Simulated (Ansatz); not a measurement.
# BH5S (B(H2S)H3): methods side by side

The species is BH5S (7 atoms), meant as a singlet with charge 0. As SMILES, `[H]B([H])([H])<-S`. Geometry: relaxed at GFN2-xTB.

```xyz
7

B     0.1276   -0.2172   -0.8171
S     0.1341   -0.2313    1.2224
H     0.5062    1.0375    1.4150
H    -1.1544    0.0677    1.4148
H     1.2802   -0.2170   -1.0756
H    -0.4530    0.7796   -1.0818
H    -0.4407   -1.2192   -1.0778
```

Each level gives the energy change with the B1–S2 bond stretched from 2.040 to 2.550 Å (eV). The values are calculated.

| level | kind | program | value (eV) | less FCI/STO-3G | CPU time (all runs) |
| --- | --- | --- | --- | --- | --- |
| HF/STO-3G (restricted) | Hartree–Fock | Ansatz | 0.73 | -0.13 | 0.16 s |
| SVWN5/STO-3G (restricted) | LDA | Ansatz | 1.09 | +0.23 | 1.3 s |
| B3LYP/STO-3G (restricted) | global hybrid | Ansatz | 0.80 | -0.06 | 2.2 s |
| wB97M-V/STO-3G (restricted) | range-separated hybrid | Ansatz | 0.91 | +0.05 | 33 s |
| B2PLYP/STO-3G (restricted) | double hybrid | Ansatz | 0.83 | -0.03 | 3 s |
| MP2/STO-3G (restricted) | perturbation theory | Ansatz | 0.83 | -0.03 | 0.17 s |
| BCCD(T)/STO-3G (restricted) | coupled cluster or CI | Ansatz | 0.86 | 0.00 | 0.28 s |
| CCSD/STO-3G (restricted) | coupled cluster or CI | Ansatz | 0.86 | 0.00 | 0.24 s |
| FCI/STO-3G | exact in the basis | Ansatz | 0.86 | 0.00 | 23 s |

FCI/STO-3G is exact within its basis and frozen core, so for wave-function methods in that basis the difference is their error; functionals converge differently with the basis, so for them it is only a difference. The first shape isn't each level's own minimum. The values span 0.73 to 1.09 eV. All rows use very small basis sets, so even the best lies far from the true value. CPU times are rough (shared hosts, several kinds of processor): they show what a rung costs within a factor of a few.

Stretching the B–S bond costs 0.86 eV at the FCI level, and Hartree–Fock gives only 0.73 eV, so electron correlation strengthens the resistance to stretching but doesn't create most of it. The bond is dative: a sulfur lone pair donates into the empty boron p orbital, and pulling it apart leads towards closed-shell H2S and BH3 rather than two radicals. A single reference determinant therefore remains a sound starting point, which fits MP2 recovering most of the missing correlation contribution and CCSD matching FCI to the printed precision. The perturbative triples in BCCD(T) bring no visible further change.

Among the functionals, SVWN5 stands out at 1.09 eV, in line with the familiar overbinding of the local density approximation, while the hybrids and the double hybrid fall on both sides of FCI without establishing a ranking of their accuracy. Because the stretch covers only part of the way to separated fragments, the agreement of the coupled-cluster methods with FCI says nothing direct about the adduct's dissociation energy.
